Wigner conductivity and its Allen-Feldman and Peierls limits

In a simple crystal heat is carried by wave packets that travel a mean free path between collisions. In a glass it passes between vibrational eigenstates of nearly equal frequency. Crystals with many atoms per cell, such as the pyrochlore La₂Zr₂O₇, show both mechanisms at once. One formula, due to Simoncelli, Marzari and Mauri (2019), contains both, and it is derived here in relaxation-time form.

1. Premises and conventions

(P1) The solid is an electrical insulator whose atoms vibrate about fixed positions x_i. The index i labels atom and Cartesian direction. With mass-scaled displacements u and momenta p, [u_i, p_j] = iħδ_ij, the harmonic Hamiltonian is H = ½ p·p + ½ u·D u, with D real, symmetric and positive once the three uniform translations are left out.

(P2) Anharmonicity and weak disorder give each mode s a Lorentzian line of full width at half maximum Γ_s = 1/τ_s, with Γ_s ≪ ω_s. Frequency shifts are absorbed in D.

(P3) The temperature varies slowly on the scale of bond lengths, thermal wavelengths and mean free paths, and only the response linear in ∇T is kept.

(P4) Collisions drive the state to local Bose occupations at the single-mode rates Γ_s.

Frequencies and widths are angular frequencies, quoted in cm⁻¹ (1 cm⁻¹ corresponds to 1.884 × 10¹¹ rad/s). V is the volume of the whole sample, V = N_c V₀ for N_c cells of volume V₀. A glass is one large periodic cell sampled at q = 0. The occupation is n_s = 1/(exp(ħω_s/k_BT) − 1), and differentiation gives

∂n_s/∂T = ħω_s n_s(n_s+1)/(k_BT²) = C_s/(ħω_s), C_s = ħ²ω_s² n_s(n_s+1)/(k_BT²). (1)

2. The harmonic solid as a one-body problem

Let Ω = D^(1/2) be the positive matrix square root and define a = (2ħ)^(−1/2)(Ω^(1/2)u + iΩ^(−1/2)p). The commutators of u and p give [a_i, a_j†] = δ_ij. Multiplying out, ħ a†Ωa = ½ u·Du + ½ p·p + (i/2)(u·Ωp − p·Ωu), and the last bracket equals iħ Tr Ω, so H = ħ a†Ωa + ½ħ Tr Ω exactly. Hence da/dt = −iΩa, and the one-body density matrix N_ij = ⟨a_j† a_i⟩ obeys

dN/dt = −i[Ω, N]. (2)

The anomalous averages ⟨a a⟩ evolve separately and vanish in equilibrium, where N is diagonal in the eigenmodes with entries n_s.

3. The velocity operator

Let x̂ be the diagonal matrix of atomic positions along one Cartesian axis, and define v = i[Ω, x̂], with elements v_ij = iΩ_ij(x_j − x_i). It is Hermitian. In a periodic system a translation-invariant matrix A is Fourier transformed with the phases of the atomic positions, A_bb'(q) = Σ A_ij exp(iq·(x_j − x_i)), where i is fixed on sublattice b and j runs over sublattice b'. Products of such matrices transform into products. The factor i(x_j − x_i) is a q-derivative, so v(q) = ∂Ω(q)/∂q. Phases built from lattice vectors alone would drop the intracell part of x_j − x_i and change the off-diagonal elements of v.

The square root need not be differentiated. From D = Ω², W ≡ ∂D/∂q = Ωv + vΩ. Between eigenvectors s, s' of D(q) this reads

v_ss' = W_ss'/(ω_s + ω_s'). (3)

For a non-degenerate band first-order perturbation theory gives W_ss = ∂(ω_s²)/∂q, so v_ss = ∂ω_s/∂q is the group velocity.

4. The Wigner transport equation

Regard N_ij as a function of the separation x_j − x_i and of the centre R = (x_i + x_j)/2. By (P3) the dependence on R is smooth. The transform over the separation at fixed R, with the phases of section 3, is the Wigner distribution N(R,q), a matrix in the sublattice indices.

In (ΩN)_ij = Σ_k Ω_ik N_kj the element N_kj has its centre at R + (x_k − x_i)/2. Expanding about R to first order and using Ω_ik(x_k − x_i) = −i v_ik gives ΩN → Ω(q)N − (i/2) v·∇N. In (NΩ)_ij = Σ_k N_ik Ω_kj the centre lies at R + (x_k − x_j)/2, and Ω_kj(x_k − x_j) = +i v_kj, so NΩ → NΩ(q) + (i/2) ∇N·v. Inserting both in (2) and adding collisions,

∂N/∂t + i[Ω(q), N] + ½(v·∇N + ∇N·v) = (∂N/∂t)_coll. (4)

For a distribution linear in R the expansion stops at this order. The rotation to the eigenbasis of D(q) depends on q only and commutes with ∇. In that basis the diagonal elements N_ss are populations and the off-diagonal ones are coherences, with [Ω,N]_ss' = Δ_ss' N_ss' and Δ_ss' = ω_s − ω_s'.

5. Heat flux

Assign energy to positions through the symmetrised product ½ħ(ΩN + NΩ). Its gradient terms form a commutator of v and ∇N, which has no trace, so the energy density is ε(R) = (ħ/V) Σ_q Tr ΩN. Multiply (4) by ħΩ/V and take the trace. The commutator term drops out by cyclicity, and Tr Ω(v·∇N + ∇N·v) = Tr (Ωv + vΩ)·∇N. If collisions conserve energy, ∂ε/∂t + ∇·J = 0 with

J = (ħ/2V) Σ_q Tr WN = (ħ/V) Σ_q Σ_ss' ω̄_ss' v_s's N_ss', ω̄_ss' = (ω_s + ω_s')/2. (5)

6. Collision term

A Lorentzian line of full width Γ_s means that the amplitude decays as exp(−iω_s t − Γ_s t/2). If each mode is damped independently by all the others acting as a thermal bath, a_s'† a_s loses its departure from equilibrium at the sum of the two amplitude rates:

(∂N/∂t)_coll,ss' = −γ_ss' δN_ss', γ_ss' = (Γ_s + Γ_s')/2, (6)

where δN = N − N̄ and N̄ is diagonal with entries n_s(T(R)). Populations relax at Γ_s. Equation (6) is the precise content of (P4). It omits the repopulation terms by which a departure in one mode feeds others. Energy conservation requires Σ ħω_sΓ_s δN_ss = 0, which the solution below satisfies because δN_ss is odd in q.

7. Steady state and conductivity

Set ∂N/∂t = 0. For a uniform gradient ∇δN is of second order and is dropped. N̄ commutes with Ω, and ∇N̄ is diagonal with entries (∂n_s/∂T)∇T. Element ss' of (4) becomes

(γ_ss' + iΔ_ss') δN_ss' = −½(∂n_s/∂T + ∂n_s'/∂T) v_ss'·∇T. (7)

N̄ carries no current, because v_ss is odd in q. Inserting (7) in (5) and writing J^α = −κ^αβ ∂_βT,

κ^αβ = (ħ/V) Σ_q Σ_ss' ω̄_ss' ½(∂n_s/∂T + ∂n_s'/∂T) P_ss'/(γ_ss' + iΔ_ss'), P_ss' = v^α_s's v^β_ss'.

Exchanging s and s' conjugates both P and the denominator, so only the real part (γ Re P + Δ Im P)/(γ² + Δ²) survives. Time reversal gives D(−q) = D(q)*, hence W(−q) = −W(q)* and P(−q) = P(q)*, and the term in Im P cancels in the sum over q. For α = β, P = |v_ss'|². With (1) and γ/(Δ² + γ²) = 2(Γ_s + Γ_s')/[4Δ² + (Γ_s + Γ_s')²], the factors ½ and 2 cancel:

κ = [ħ²/(k_BT²V)] Σ_q Σ_ss' [(ω_s + ω_s')/2] |v_ss'|² [ω_s n_s(n_s+1) + ω_s' n_s'(n_s'+1)] (Γ_s + Γ_s')/[4(ω_s − ω_s')² + (Γ_s + Γ_s')²]. (8)

Here v is one Cartesian component, and the sum runs over ordered pairs of modes at the same q. For a cubic or isotropic solid |v_ss'|² may be replaced by one third of the squared vector.

An equivalent form follows from (1) and (3). With u_ss' = W_ss'/(2√(ω_sω_s')),

κ = (1/V) Σ_q Σ_ss' C_ss' |u_ss'|² γ_ss'/(Δ_ss'² + γ_ss'²), C_ss' = (ω_s'C_s + ω_sC_s')/(ω_s + ω_s'). (9)

C_ss' is a weighted mean of the two mode heat capacities and tends to k_B at high temperature. Every term is non-negative. The diagonal terms define κ_P, the off-diagonal terms the coherence or interband part κ_C.

8. Peierls limit

For s = s' one has C_ss = C_s, u_ss = v_ss, Δ = 0 and γ = Γ_s, so

κ_P = (1/V) Σ_qs C_s v_ss²/Γ_s, (10)

the relaxation-time solution of the phonon Boltzmann equation of Peierls (1929). For a pair with |Δ| ≫ γ the Lorentzian factor is γ/Δ², smaller than the diagonal factor 1/γ by (γ/Δ)². When interband spacings exceed the linewidths over most of the Brillouin zone, as in crystals with few atoms per cell, κ_C is negligible unless the bands are nearly flat. Exactly degenerate pairs have Δ = 0 and scale as 1/Γ like the diagonal terms. With a common Γ the sum of |v_ss'|² over a degenerate subspace is the trace of the square of the projected v, independent of the basis, and all of it belongs to κ_P. For three-phonon scattering above the Debye temperature Γ ∝ T, so κ_P ∝ 1/T while well separated pairs give κ_C ∝ T.

9. Allen-Feldman limit

For a glass cell at q = 0 the matrix D and its eigenvectors are real, and W_ij = iD_ij(x_j − x_i), summed over periodic images, is imaginary and antisymmetric. Therefore v_ss = 0 and κ_P = 0. If Γ → 0 at finite V, each non-degenerate pair contributes γ/Δ² → 0 and κ vanishes, since a finite harmonic system has a discrete spectrum. The order of limits must be reversed. As V → ∞ the level spacing δ falls as 1/V, and for extended modes |v_ss'|² falls in the same way, since Σ_s' |W_ss'|² = (W²)_ss stays finite. The sum over s' becomes an integral over a smooth function of ω_s'. Only then is Γ → 0 taken, with γ/(Δ² + γ²) → πδ(Δ), because this function has area π and width γ. On the shell Δ = 0 one has C_ss' = C_s and u_ss' = v_ss', so

κ_AF = (1/V) Σ_s C_s D_s, D_s = π Σ_(s'≠s) |v_ss'|² δ(ω_s − ω_s'). (11)

With the heat-current elements S_ss' = ħω̄v_ss'/V read off from (5), D_s = (πV²/ħ²ω_s²) Σ |S_ss'|² δ(ω_s − ω_s'), the diffusivity of Allen and Feldman (1989, 1993) for one Cartesian direction. All temperature dependence sits in C_s, so κ_AF rises with T and saturates.

An equally spaced ladder with constant |u|² and constant γ shows the role of both limits. With y = γ/δ, the partial-fraction series of the hyperbolic cotangent gives

Σ_(m≠0) γ/(m²δ² + γ²) = S_∞(y)/δ, S_∞(y) = π coth(πy) − 1/y. (12)

For y ≪ 1, S_∞ → π²y/3 → 0. For y ≫ 1, S_∞ → π, which is D = π|u|²/δ of (11), with relative deficit 1/(πy). The plateau thus requires δ ≪ γ ≪ Δ₀, where Δ₀ is the scale on which |v_ss'|² and the density of states vary. The missing term 1/y is the diagonal one. In a crystal with v_ss² = |u|² it is present, and κ_P + κ_C ∝ coth(πy) passes from the Peierls form 1/(πy) to the plateau.

Localised modes do not conduct in this limit. From v = i[Ω, x̂], v_ss' = iΔ_ss' x_ss', and Σ_(s'≠s) |x_ss'|² = ξ_s² is the finite spatial variance of mode s. Since Δ²γ/(Δ² + γ²) ≤ γ, the broadened diffusivity is at most γ_max ξ_s², which vanishes with the linewidths. At finite Γ this bounded term is transport between overlapping localised modes assisted by anharmonicity. At the other end of the spectrum, long-wavelength sound waves scattered elastically by short-range disorder have D ∝ ω⁻⁴ against a density of states ∝ ω², so the strict limit (11) diverges in the infrared, and a finite Γ or a finite sample is needed for these modes.

10. Range of validity

Two choices made above are not unique, and the spread they cause measures the accuracy of (8).

The first is the target N̄. One may instead relax to the Bose function f(K) = 1/(exp K − 1) of the matrix K = ½ħ(β̂Ω + Ωβ̂), with β̂ = 1/k_BT(x̂). To first order in the gradient, δK_ss' = −(ħω̄/k_BT²)(∂T/∂x) x_ss', and the function of a perturbed matrix changes by δK_ss' times the divided difference (n_s − n_s')/(ħΔ/k_BT). Applying i[Ω, ·] and using iΔx_ss' = v_ss' replaces ½(∂n_s/∂T + ∂n_s'/∂T) in (7) by ω̄(n_s' − n_s)/(TΔ). The two agree at Δ = 0 and in the classical limit for any Δ. With z = ħω/k_BT and n = 1/z − ½ + z/12 − z³/720 + …, their relative difference is zz'(z − z')²/360 to leading order.

The second is the energy density. The atomistic choice e_i = ½p_i² + ½u_i(Du)_i (Hardy, 1963) gives d(Σ x_i e_i)/dt = −½ u·[D, x̂]p. Expanded in real modes, its a_s†a_s' coefficient is ħW_ss'ω̄/(2√(ω_sω_s')), which is that of (5) times ω̄/√(ω_sω_s'). There are also aa and a†a† terms with coefficients of modulus ħ|W_ss'Δ|/(8√(ω_sω_s')), which oscillate at 2ω̄. If all pair correlations decay at γ, the classical Green-Kubo integral multiplies each term of (9) by 1 + [Δ²/(4ω_sω_s')][1 + (Δ² + γ²)/(4ω̄² + γ²)]. An exact treatment gives the same κ for both densities, because the two currents differ by the time derivative of Σ x_i times the difference of the densities, an extensive but non-growing quantity. The relaxation-time form loses this invariance. The excess weight γΔ²/[4ω_sω_s'(Δ² + γ²)], summed over a spectrum of width comparable to ω, is of order γ/ω against the area π of the Lorentzian. Equation (8) is therefore reliable up to relative terms of order Γ/ω, the order at which (P2) itself ceases to hold.

The further limits are these. The omission of repopulation in (6) underestimates κ_P when momentum-conserving collisions dominate, as in stiff simple crystals at low temperature; κ_P must then come from the full linearised Boltzmann equation. Overdamped modes, Γ ≳ ω, and lines far from Lorentzian need full spectral functions. Atomic diffusion violates (P1). Samples thinner than the longest mean free paths violate (P3). Tunnelling states, which govern glasses at the lowest temperatures, lie outside a description by vibrations about one minimum and can enter only through an assumed Γ. Photon and electron transport are not included.

11. Numerical illustration: a model of La₂Zr₂O₇

The pyrochlore structure is face-centred cubic with 22 atoms in the primitive cell, hence 66 branches, 63 of them optical. With a typical lattice parameter a ≈ 10.8 Å, V₀ = a³/4 = 314.9 Å³. The remaining inputs are illustrative.

Optical branches: a ladder ω_s = (60 + 11s) cm⁻¹, s = 0 … 62, the same at every q, ending at 742 cm⁻¹ with mean 401 cm⁻¹, roughly the typical extent of the spectrum. All widths are Γ = 5 cm⁻¹ × (T/300 K), so γ = Γ. The zone averages of |u_ss'|² and of v_ss² for one Cartesian component are all u², with u = 550 m/s.

Acoustic branches: a Debye spectrum with effective speed c_s = 3500 m/s, q_D = (6π²/V₀)^(1/3) = 0.573 Å⁻¹, ω_D = c_s q_D = 106 cm⁻¹, and widths Γ(ω/ω_D)². With 9ω²/ω_D³ modes per cell and unit frequency and C = k_B, (10) gives κ_ac = (k_B/V₀)(c_s²/3) ∫ 9/(ω_DΓ) dω = 3k_Bc_s²/(V₀Γ), the integral running from 0 to ω_D. The quantum correction, (ħω_D/k_BT)²/36, is 0.7 per cent at 300 K and is dropped.

For the optical part C_ss' in (9) is replaced by the ladder average k_Bφ of C_s. A ladder of M = 63 levels has 2(M − m) ordered pairs at distance m, so

κ_P,opt = K₀φ/y, κ_C = K₀φS, S = Σ_(m=1…62) 2(1 − m/M) y/(m² + y²), K₀ = (Mk_B/V₀)u²/δ.

The classical optical heat capacity is Mk_B/V₀ = 2.762 × 10⁶ J m⁻³ K⁻¹, K₀ = 0.403 W m⁻¹ K⁻¹, and the plateau diffusivity is πu²/δ = 0.459 mm²/s. Intermediate values are carried unrounded; conductivities are in W m⁻¹ K⁻¹.

Quantity | 300 K | 1200 K
k_BT (cm⁻¹) | 208.5 | 834.0
y = Γ/δ | 0.455 | 1.818
φ | 0.724 | 0.977
S_∞ | 1.325 | 2.592
S | 1.245 | 2.331
κ_ac | 1.71 | 0.43
κ_P,opt | 0.64 | 0.22
κ_C | 0.36 | 0.92
κ total | 2.7 | 1.6
κ_C share (per cent) | 13 | 59
plateau πK₀φ | 0.92 | 1.24

The model's Peierls part falls from 2.35 to 0.64 between the two temperatures, while κ_C grows and overtakes it once the linewidth exceeds the interband spacing. The optical branches together give 1.0 and 1.1, which is 1.10 and 0.92 times the Allen-Feldman plateau. The excess at 300 K comes from coth(πy) > 1 and the deficit at 1200 K from Lorentzian tails cut off at the ends of the ladder. The optical manifold of this crystal thus conducts like a glass, and the residual fall of κ with T comes from the three acoustic branches. At 1200 K the optical intraband mean free path u/Γ is 1.5 Å, shorter than a metal-oxygen bond, whereas c_s/Γ at the Debye edge is 9.3 Å.

The neglected terms have the following sizes. Keeping the full C_ss' changes κ_C by less than 1 per cent at both temperatures, and so does the alternative target of section 10. The atomistic energy density raises the classical κ_C at 1200 K by less than 3 per cent. At 1200 K, Γ/ω is 0.05 at the mean optical frequency, 0.19 at the Debye edge and 0.33 for the lowest optical branch, where (P2) is marginal. Acoustic-optical pairs are omitted. Each of the three acoustic modes would enter twice, so at the same u they would add of order 2 × 3/63, about 10 per cent, to κ_C. Two figures are the most that the totals support.

The totals of 2.7 and 1.6 W m⁻¹ K⁻¹ are the model's and not the material's. Dense La₂Zr₂O₇ typically conducts about 2 to 3 W m⁻¹ K⁻¹ near room temperature and about 1.5 to 2 W m⁻¹ K⁻¹ near 1200 K, and u, c_s and Γ were chosen to put the model in these ranges, so its magnitude tests nothing. What follows from (8) itself is the structure: an interband part controlled by Γ/δ that rises towards πK₀φ, and a Peierls part that falls as 1/Γ.